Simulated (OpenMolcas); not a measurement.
## C3H9Ga (trimethylgallium (TMGa)): methods side by side

C3H9Ga: 13 atoms, total charge 0, spin state singlet. SMILES: `C[Ga](C)C`. The shape is that of a PBE0-D4/def2-TZVP optimisation.

Quantity: the vertical energy of the triplet above the singlet, in eV. The values are calculated.

```json
{"level": "HF/def2-SVP", "kind": "Hartree–Fock", "program": "OpenMolcas", "value (eV)": "5.31"}
{"level": "SVWN5/def2-SVP", "kind": "LDA", "program": "OpenMolcas", "value (eV)": "4.89"}
{"level": "PBE/def2-SVP", "kind": "GGA", "program": "OpenMolcas", "value (eV)": "4.80"}
{"level": "revPBE/def2-SVP", "kind": "GGA", "program": "OpenMolcas", "value (eV)": "4.79"}
{"level": "r2SCAN/def2-SVP", "kind": "meta-GGA", "program": "OpenMolcas", "value (eV)": "4.83"}
```

All-electron rows without a relativistic Hamiltonian named are non-relativistic. The values span 4.79 to 5.31 eV.

All methods place the triplet well above the singlet. The semilocal functionals cluster between 4.79 and 4.89 eV, while Hartree–Fock stands apart at 5.31 eV. The large gap fits the electronic structure of a monomeric trialkylgallium: the highest occupied orbitals are Ga–C σ bonding with much methyl character, and the lowest valence acceptor is the formally empty gallium p orbital perpendicular to the GaC₃ plane. The triplet therefore probably involves promotion from σ bonds into this p orbital, which costs bonding energy and moves charge from carbon towards gallium.

Hartree–Fock often places triplets too low, because it omits the opposite-spin correlation that favours the closed-shell singlet. Here it gives the highest value, which may reflect how differently exact and semilocal exchange treat the σ hole and the charge shift. The close agreement among the density functionals shows little sensitivity to the semilocal form, but not accuracy, since they can share the same error. Being vertical, the energies do not give the threshold for Ga–C cleavage, where relaxation of the triplet would matter.
